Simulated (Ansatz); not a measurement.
# ScF₃: the change of pressure with volume per atom

Periodic Kohn-Sham DFT of a crystal at fixed atoms; pressure and stress are positive in compression; the energy is the free energy less that of spherical unpolarised free atoms; site moments are those in the method's own spheres, positive along +z. The results are calculated, by Ansatz 0.2.0.

Cell of the first row (space group Pm-3m, No. 221):
```
CELL_PARAMETERS angstrom
3.93050 0.00000 0.00000
0.00000 3.93050 0.00000
0.00000 0.00000 3.93050
ATOMIC_POSITIONS crystal
Sc 0.00000 0.00000 0.00000
F 0.50000 0.00000 0.00000
F 0.00000 0.50000 0.00000
F 0.00000 0.00000 0.50000
```

Settings of every row: method all-electron PAW; functional LDA; relativity scalar; k mesh 6x6x6; filling fermi-dirac; smearing width 0.02 eV; nucleus gaussian.

Atom start moment: 0 on all atoms.

| row | volume per atom (Å³) | pressure (GPa) |
| --- | --- | --- |
| 1 | 15.181 | 3.741 |
| 2 | 15.504 | 1.27 |
| 3 | 15.827 | -0.941 |
| 4 | 15.988 | -1.956 |
| 5 | 16.15 | -2.917 |
| 6 | 16.311 | ? |
| 7 | 16.473 | -4.685 |
| 8 | 16.796 | -6.266 |
| 9 | 17.119 | -7.678 |

Question: what pressure should row 6 give?

Worked fit of pressure. Take u = (V_r/V)^(2/3) − 1 with V_r = 16.069 Å³ an atom, which is twice the finite (Eulerian) strain; such expansions in the strain, on which the Birch-Murnaghan equation of state is built, carry the rest volume and the bulk modulus. The shown rows have u = 0.03863, 0.02415, 0.01017, 0.00337, -0.00335, -0.01642, -0.02907, -0.04132. Least squares give pressure = −2.4424 + 143.372 × u + 418.32 × u² + 364 × u³ GPa; a parabola predicts inner rows, each left out in turn, worse (root mean square 0.0058 against 0.0013 GPa). The rows lie off it by 0.000, 0.001, 0.000, -0.002, 0.001, 0.000, 0.000, 0.000. The pressure vanishes at u = 0.0163, or V = 15.69 Å³ an atom, and there the bulk modulus at fixed shape and fractions is B = −V dP/dV = (2/3)(1 + u) dP/du = 107 GPa. The withheld row has u = -0.00992, so the fit gives −2.4424 + 143.372 × (-0.00992) + 418.32 × (-0.00992)² + 364 × (-0.00992)³ = -3.824 GPa.

The calculation gave -3.826 GPa. The fit lies 0.002 GPa (0.018 % of the column's range) above it; its largest miss of a shown row is 0.002 GPa.
